**Question**

I have PBE band levels for an ordered In₃GaAs₄ cell at a handful of k points, and HSE06 levels for most of the same points. HSE06 is the expensive part, so I would like to know what it does to the bands. Does it push the empty bands up rigidly and leave the filled ones alone, or does it stretch the whole picture? And can I use the finished points to say where the levels at R will come out?

In the table v1 is the top filled band and v2 the one below it, while c1 is the lowest empty band and c2 the next. PBE is the cheaper level and HSE06 the costlier one.

Band levels of ordered zincblende-type In3GaAs4 (8-atom cell, Pmm2, a = 4.238, b = 8.485, c = 6.000 Å) from PBE (cheaper level, 6×4×4 k mesh) and HSE06 (costlier level, 4×2×4), each measured from its own valence top. Calculated with Ansatz 0.2.0, plane-wave PAW, 420 eV cutoff, no spin polarisation, on the r2SCAN-relaxed cell.

| point name | band v2, cheaper level (eV) | band v1, cheaper level (eV) | band c1, cheaper level (eV) | band c2, cheaper level (eV) | band v2, costlier level (eV) | band v1, costlier level (eV) | band c1, costlier level (eV) | band c2, costlier level (eV) |
| --- | --- | --- | --- | --- | --- | --- | --- | --- |
| Gamma | -0.076 | -0.029 | 0.002 | 1.453 | -0.034 | 0.000 | 0.496 | 2.036 |
| X | -1.202 | -0.946 | 1.519 | 1.558 | -1.306 | -1.033 | 2.079 | 2.120 |
| S | -2.048 | -1.976 | 2.544 | 2.581 | -2.213 | -2.142 | 3.216 | 3.218 |
| Y | -0.338 | -0.152 | 1.352 | 1.962 | -0.370 | -0.167 | 2.044 | 2.711 |
| Z | -0.971 | -0.857 | 0.689 | 1.017 | -1.046 | -0.941 | 1.370 | 1.721 |
| U | -0.996 | -0.863 | 0.748 | 0.966 | -1.071 | -0.946 | 1.436 | 1.668 |
| R | ? | ? | ? | ? | ? | ? | ? | ? |
| T | -1.090 | -1.058 | 1.616 | 2.059 | -1.189 | -1.155 | 2.308 | 2.780 |

**Answer**

Two sizes are worth remembering here. In the known rows away from Gamma, HSE06 puts the top filled band 8 to 10 % further below the zero of its energy scale than PBE does, and it raises the lowest empty band by roughly 0.6 to 0.7 eV. The filled bands are therefore stretched, while the empty ones are mostly shifted. Gamma, where the gap lies, follows neither rule at first sight.

**Why the filled bands stretch**

Compare Y with S. At Y the top filled band lies close to the valence top, and HSE06 lowers it by only 0.015 eV. At S it lies about 2 eV down, and HSE06 lowers it by 0.166 eV. A rigid shift would have given both rows the same number.

A tight-binding picture suggests why the change grows with depth. The depth of a p-like valence state is set by the hopping of electrons between neighbouring atoms. Exact exchange, of which HSE06 contains a part, strengthens that hopping wherever electrons are shared in a bond. If the hoppings and the energy differences between the orbitals all grow by about the same fraction, every depth grows by that fraction too:

$$E_\mathrm{HSE} \approx s\,E_\mathrm{PBE} + d$$

Here $s$ is the stretch and $d$ takes up any difference between the two energy zeros. HSE06 has its valence top at Gamma, but PBE has it a small step away towards Y, which is why no PBE v1 in the table is zero. Theory argues for the form of this rule, and the table supplies its size. A straight line through v1 in the six known rows other than Gamma gives $s = 1.082$ and $d = -0.009$ eV, with a typical miss of 0.004 eV.

**What happens at Gamma**

In PBE, v1 and c1 at Gamma are only 0.031 eV apart, whereas HSE06 opens a gap of 0.496 eV. PBE is known to place the s-like conduction state of indium-rich arsenides too low, sometimes below the p-like valence top. The label "c1" may then belong to a p-like state in PBE and to the s-like state in HSE06.

The valence line offers a test, because Gamma was not used to make it. Applied to PBE v1, it gives −0.040 eV, far from the HSE06 v1 at zero but close to the HSE06 v2 at −0.034 eV. Applied to PBE c1, it gives −0.007 eV, close to the HSE06 v1. The levels match well if the order has changed and poorly if it has not. The place of the PBE valence top points the same way. It lies only a tenth of the way from Gamma to Y, yet 0.029 eV above v1 at Gamma. With the s-like state on top, the p-like bands below it should fall on leaving Gamma, not rise. In the changed order, a p-like band that is empty at Gamma can become the top filled band a short way off, once a lighter band from below has risen past it. Together these are good evidence, though orbital characters, which are not given, would be the direct proof. The two runs also used different k meshes, so differences of a few meV should not be given a meaning.

The apparent rise of c1 at Gamma, 0.494 eV, would then compare two different states. The s-like state itself would start from PBE v2 or lower, so its own rise would be at least 0.57 eV, much closer to that of the other rows. The runs also leave out spin–orbit coupling, since each of their filled bands holds two electrons. Including it would be expected to lower the HSE06 gap by something like 0.1 eV.

**Why the empty bands do not all shift alike**

Apart from its pattern of In and Ga atoms, which mixes the folded states somewhat, the cell is a zincblende crystal described with a larger repeat unit, so several zincblende k points fold onto each row. The cell lengths show this: $4.238\sqrt2 = 5.99$ Å and $8.485/\sqrt2 = 6.00$ Å, both practically equal to the third edge.

Row X receives two of the zincblende X valleys, and its c1 rises by 0.560 eV. The third X valley folds onto Gamma, where it is probably c2, and that level rises by a similar 0.583 eV. Rows Z and U receive L valleys, and their c1 rises by 0.681 and 0.688 eV. X and L states mix s and p orbitals differently, so exact exchange need not move them equally. The kind of state seems to matter, not only its energy.

**Forecast for R**

In units of $2\pi$ over the zincblende edge, R contains the point (¾, ¼, ½). That is halfway between L at (½, ½, ½) and W at (1, 0, ½). The other three points folded onto R are equivalent to it in the parent crystal. No X valley arrives there, so I leave row X out of the conduction rule, along with Gamma. The mean c1 shift of the remaining five rows is 0.685 eV.

1. From folding and the neighbouring rows, without any level at R, HSE06 v1 should lie between the T and S values, −1.155 and −2.142 eV. HSE06 c1 should lie between the U and S values, 1.436 and 3.216 eV. These are rough intervals.
2. Once the PBE levels at R are given, v1 should fall on the valence line within 0.02 eV, and v2 on the same line within 0.03 eV.
3. Given those same PBE levels, c1 should rise by 0.685 eV within 0.06 eV, and c2 by the same amount within 0.08 eV.

The error bars are wider than the scatter of the fits because the W-like share of R is untested.

The withheld rows as computed:

| point name | band v2, cheaper level (eV) | band v1, cheaper level (eV) | band c1, cheaper level (eV) | band c2, cheaper level (eV) | band v2, costlier level (eV) | band v1, costlier level (eV) | band c1, costlier level (eV) | band c2, costlier level (eV) |
| --- | --- | --- | --- | --- | --- | --- | --- | --- |
| R | -1.657 | -1.632 | 2.645 | 2.669 | -1.787 | -1.760 | 3.403 | 3.447 |

**The filled bands: a hit**

PBE puts v1 at R at −1.632 eV. The valence line turns this into

$$1.082 \times (-1.632) - 0.009 = -1.77\ \text{eV},$$

and HSE06 gives −1.76 eV. R had no part in the fit. The miss is 0.014 eV, inside the stated 0.02 eV, and v2 misses by the same amount, inside its 0.03 eV. The rough interval for v1 holds as well.

So the stretch carries over to a part of k space that the fit had not seen. That fits the hopping picture, in which one factor serves the whole upper valence band. It does not prove the picture, since another cause of a proportional stretch would pass the same test.

**The empty bands: a miss**

All three conduction forecasts fail, and all in the same direction. HSE06 puts c1 at 3.40 eV, nearly 0.2 eV above the top of my rough interval. I had taken S as the ceiling because it was the highest known row, which is not a physical reason. L is a valley of the conduction band, and the band can climb well above it on the way to W.

The shift fails by less, but it does fail. c1 rises by 0.758 eV, which is 0.073 eV more than forecast against an allowance of 0.06 eV. c2 exceeds its forecast by 0.093 eV against an allowance of 0.08 eV.

Comparing R with S helps to narrow down the reason. In PBE their c1 levels are only about 0.1 eV apart, at 2.645 and 2.544 eV, yet HSE06 raises R by 0.086 eV more than S. A conduction stretch that depended on energy alone would have treated them nearly alike. The likelier reason is a different orbital make-up. Row S contains the zincblende point (¾, ¼, 0), which lies nearer to an X point than R does, and row X has the smallest c1 shift away from Gamma. R has a W-like share instead. That this explains the difference is a guess, which orbital projections at R and S could test.

**What you can use**

For this cell, you can correct the upper filled bands away from Gamma by stretching them with the line above. In the seven rows where this can be checked, including R, it misses v1 and v2 by less than 0.02 eV. For the empty bands away from Gamma, adding 0.685 eV is a cruder repair, with errors of up to about 0.13 eV, the largest at X. At Gamma and close to it, run HSE06 itself: if PBE has the states in the wrong order, no shift applied band by band will put them right. The printed output below gives the shifts row by row, the two fits, and the misses for the rows left out of them.

Printed output of the fit:

```
HSE06 level minus PBE level in eV:
    row      v2      v1     c1     c2
  Gamma   0.042   0.029  0.494  0.583
      X  -0.104  -0.087   0.56  0.562
      S  -0.165  -0.166  0.672  0.637
      Y  -0.032  -0.015  0.692  0.749
      Z  -0.075  -0.084  0.681  0.704
      U  -0.075  -0.083  0.688  0.702
      R   -0.13  -0.128  0.758  0.778
      T  -0.099  -0.097  0.692  0.721
PBE spacing of c1 and v1 at Gamma in eV: 0.031
least deepening of v1 by HSE06 in known rows without Gamma in percent: 8.401
largest deepening of v1 by HSE06 in known rows without Gamma in percent: 9.868
fit of level_v1 on 6 rows (rest): constant -0.009 +/- 0.0043, coefficient of point_v1 1.082 +/- 0.0038; rms 0.0041, worst Y -0.00642, leave-one-out rms 0.00989
  rows outside the fit (model, value, miss): Gamma -0.04037, 0, -0.0404; R -1.774, -1.76, -0.0143
fit of sc1 on 5 rows (away): constant 0.685 +/- 0.0038; rms 0.00764, worst S 0.013, leave-one-out rms 0.00955
  rows outside the fit (model, value, miss): Gamma 0.685, 0.494, 0.191; X 0.685, 0.56, 0.125; R 0.685, 0.758, -0.073
valence line applied to PBE c1 at Gamma in eV: -0.006837
valence line applied to PBE v1 at Gamma in eV: -0.04037
largest miss of the valence line for v2 in known rows without Gamma in eV: 0.01535
largest miss of the c1 shift for c2 in known rows without Gamma and X in eV: 0.064
forecast of HSE06 v2 at R in eV: -1.801
forecast less computed v2 at R in eV: -0.01435
forecast of HSE06 c1 at R in eV: 3.33
forecast of HSE06 c2 at R in eV: 3.354
forecast less computed c2 at R in eV: -0.093
```
